# LB94 on the exact hydrogen density: a dropped $2^{1/3}$

**My first calculation below is wrong.** I put the total density into a formula written for one spin density.

## Conventions and setting

Let $K=e^2/4\pi\varepsilon_0$, $a_0=52.92$ pm, $E_h=K/a_0=4.360$ aJ and $s=r/a_0$. The model potential of van Leeuwen and Baerends (1994) for spin $\sigma$ is

$$v_\sigma=v_{c,\sigma}^{\rm LDA}-K\Big(\frac{6}{\pi}\Big)^{1/3}n_\sigma^{1/3}+\Delta v_\sigma,\qquad \Delta v_\sigma=-K\,\frac{\beta\,n_\sigma^{1/3}x_\sigma^2}{1+3\beta x_\sigma\,{\rm asinh}\,x_\sigma},\qquad x_\sigma=\frac{|\nabla n_\sigma|}{n_\sigma^{4/3}},$$

with the assumed standard value $\beta=0.05$. It is a model potential and not the derivative of an energy functional, so I compare potentials and their averages.

The density is the exact one for a fixed proton, $n=e^{-2s}/\pi a_0^3$. I want the spin-compensated atom, $n_\uparrow=n_\downarrow=n/2$, which is what a spin-restricted calculation sees on each centre of stretched H$_2$. For the fully polarised atom $n_\uparrow=n$ and this slip cannot occur. My target is $w=v_\sigma-v_{c,\sigma}^{\rm LDA}$, LDA exchange plus correction, and its average $\langle w\rangle=\int 4s^2e^{-2s}\,w\,ds$ over the exact 1s orbital, without self-consistency. Correlation takes $n$ and zero polarisation in both calculations, so it cancels in their difference.

## Properties of the correction

**Scaling.** Under $n_\lambda(\mathbf r)=\lambda^3n(\lambda\mathbf r)$, $x_\sigma$ becomes $x_\sigma(\lambda\mathbf r)$ and $n_\sigma^{1/3}$ gains a factor $\lambda$. Hence $\Delta v[n_\lambda](\mathbf r)=\lambda\,\Delta v[n](\lambda\mathbf r)$, as for the exchange potential.

**Small gradients.** $\Delta v_\sigma=-K\beta n_\sigma^{1/3}x_\sigma^2\,[1-3\beta x_\sigma^2+\dots]$.

**Tail.** For $n_\sigma=Ae^{-ar}$ one has $n_\sigma^{1/3}x_\sigma=a$ and $x_\sigma=aA^{-1/3}e^{ar/3}$, so exactly

$$\Delta v_\sigma=-\frac{Ka}{3\,{\rm asinh}\,x_\sigma+1/(\beta x_\sigma)} .$$

With ${\rm asinh}\,x=\ln 2x+O(x^{-2})$,

$$\Delta v_\sigma\to-\frac{K}{r+r_0},\qquad r_0=\frac{3}{a}\ln\!\big(2aA^{-1/3}\big),$$

up to relative terms of order $e^{-ar/3}/(\beta r)$. The LDA terms also die off exponentially. The limit is $-K/r$ for any $a$, $A$ and $\beta>0$. For a pure exponential the leading relative correction is $-r_0/r$, with no logarithm. A prefactor $r^p$ changes the numerator to $a-p/r$ and the denominator to $ar-p\ln r+{\rm const}+O(1/r)$, and only then does a relative term $(p/a)(\ln r)/r$ appear. The hydrogen 1s density has $p=0$.

## The attempt (wrong)

I wrote, for the compensated atom,

$$w^{\rm wrong}=-K\Big(\frac6\pi\Big)^{1/3}n^{1/3}-K\,\frac{\beta\,n^{1/3}x^2}{1+3\beta x\,{\rm asinh}\,x},\qquad x=\frac{|\nabla n|}{n^{4/3}}.\tag{W}$$

Here $a=2/a_0$ and $x=2\pi^{1/3}e^{2s/3}=2.929\,e^{2s/3}$.

LDA exchange: $n^{1/3}=\pi^{-1/3}e^{-2s/3}/a_0$ and $\int_0^\infty4s^2e^{-8s/3}ds=27/64$, so the average is $-\frac{27}{64}\,6^{1/3}\pi^{-2/3}E_h=-1.558$ aJ.

Correction: $-E_h\int_0^\infty 4s^2e^{-2s}\,\dfrac{2}{3\,{\rm asinh}\,x+20/x}\,ds=-0.781$ aJ by quadrature.

Wrong answer: $\langle w\rangle=-2.339$ aJ, with tail offset $r_0=\frac32a_0\ln(4\pi^{1/3})=140.3$ pm.

Two things reassured me, and neither should have. First, the tail went to $-K/r$. Second, the average sat fairly near the exact one. When both spins occupy an orbital proportional to $\sqrt n$, inverting the Kohn–Sham equation gives $v_s=\varepsilon+\hbar^2\nabla^2\sqrt n/(2m_e\sqrt n)=-K/r$ for $\varepsilon=-E_h/2$. That is the nuclear potential alone, so the exact $v_{xc}$ equals $-v_H$, and $\langle v_{xc}\rangle=-\frac58E_h=-2.725$ aJ.

## The symptom

I repeated the calculation for the fully polarised atom and got the same $w$ at every radius. That cannot be right, since each spin channel depends only on its own density and I had halved it.

The uniform limit fixes the factor. At $x=0$ the correction vanishes and $w$ must be the exchange potential of the electron gas, $-Kk_F/\pi$. For the unpolarised gas, with two electrons per wave vector, $k_F=(3\pi^2n)^{1/3}$ and $w=-K(3/\pi)^{1/3}n^{1/3}$. Line (W) gives $(6/\pi)^{1/3}$, too deep by $2^{1/3}=1.260$.

The tail test is blind to this. The amplitude $A$ enters only through the logarithm in $r_0$, and the coefficient of $-K/r$ does not contain it.

## The faulty line

The fault is (W) itself, which sets $n_\sigma=n$. With $n_\sigma=n/2$,

$$n_\sigma^{1/3}=2^{-1/3}n^{1/3},\qquad x_\sigma=\frac{|\nabla n|/2}{(n/2)^{4/3}}=2^{1/3}x,\qquad n_\sigma^{1/3}x_\sigma^2=2^{1/3}n^{1/3}x^2 .$$

## Mended calculation

In terms of the total density,

$$w=-K\Big(\frac3\pi\Big)^{1/3}n^{1/3}-K\,\frac{2^{1/3}\beta\,n^{1/3}x^2}{1+3\cdot2^{1/3}\beta x\,{\rm asinh}(2^{1/3}x)} .$$

The factor enters the LDA prefactor, the numerator, the denominator and the argument of asinh. The two parts of (W) err in opposite directions at small $x$. Its LDA exchange is too strong by the factor 1.260 and its correction too weak by $2^{-1/3}=0.794$. At large $x$ the factors in numerator and denominator cancel and only the one inside asinh survives, as $\frac13\ln2$.

For an exponential density the repair is a translation. Since $n(r)/2=n(r+\delta)$ with $\delta=(\ln2)/a$, and likewise for the gradient,

$$w(r)=w^{\rm wrong}(r+\delta),\qquad \delta=\tfrac12a_0\ln2=18.34\ {\rm pm}.$$

Now $x_\sigma=3.691\,e^{2s/3}$. The LDA average is $-\frac{27}{64}\,3^{1/3}\pi^{-2/3}E_h=-1.237$ aJ, the same quadrature with $x_\sigma$ gives $-0.775$ aJ for the correction, and the offset becomes $r_0+\delta=158.7$ pm.

## Size of the error

Each entry is rounded from unrounded values.

| quantity | wrong | mended | wrong − mended |
|---|---|---|---|
| ⟨LDA exchange⟩ / aJ | −1.558 | −1.237 | −0.321 |
| ⟨correction⟩ / aJ | −0.781 | −0.775 | −0.0052 |
| $\langle w\rangle$ / aJ | −2.339 | −2.012 | −0.327 |
| tail offset / pm | 140.3 | 158.7 | −18.34 |

The slip deepens $\langle w\rangle$ by 0.327 aJ (2.04 eV), or 16 %. That is also its contribution to the orbital-energy expectation value in the exact 1s orbital. A self-consistent eigenvalue would shift by a different amount, which I have not computed.

Almost all of it comes from the LDA prefactor. Had I slipped only in the correction, the average would be off by 0.0052 aJ and I would probably not have noticed. That small figure is a cancellation. The magnitude $2E_h/(3\,{\rm asinh}\,x+20/x)$ rises, passes a maximum and falls, so translating it makes errors of both signs. At the nucleus the wrong correction is $-0.714$ aJ against $-0.760$ aJ, too shallow. The two cross at 57 pm, and beyond that the wrong one is too deep. At $r=10a_0=529$ pm, $-r\,\Delta v/K$ is 0.790 (wrong) against 0.769 (mended). Both are still more than 20 % short of the Coulombic limit, because the offset is near $3a_0$. The difference between them falls as $-K\delta/r^2$, one order below the leading tail.

The comparison with $-2.725$ aJ needs the omitted correlation term. I estimate it from the unpolarised Perdew–Zunger (1981) form $\epsilon_c=\gamma E_h/(1+\beta_1\sqrt{r_s}+\beta_2r_s)$, $v_c=\epsilon_c-\frac{r_s}{3}\,d\epsilon_c/dr_s$, with $r_s=(3/4\pi n)^{1/3}/a_0$ and assumed parameters $\gamma=-0.1423$, $\beta_1=1.0529$, $\beta_2=0.3334$. The form is meant for $r_s\ge1$, and the region $r_s<1$ holds less than 1 % of the electron, so I use it throughout. It gives $\langle v_c\rangle\approx-0.2$ aJ, comparable to the slip. With it added, both averages remain less negative than the exact value, and the wrong one remains the closer. These are the model's numbers on a fixed density. The mended LB94 potential is too shallow on average for the spin-compensated atom, and the slip hid part of that shortfall by giving the atom the exchange potential of the fully polarised one.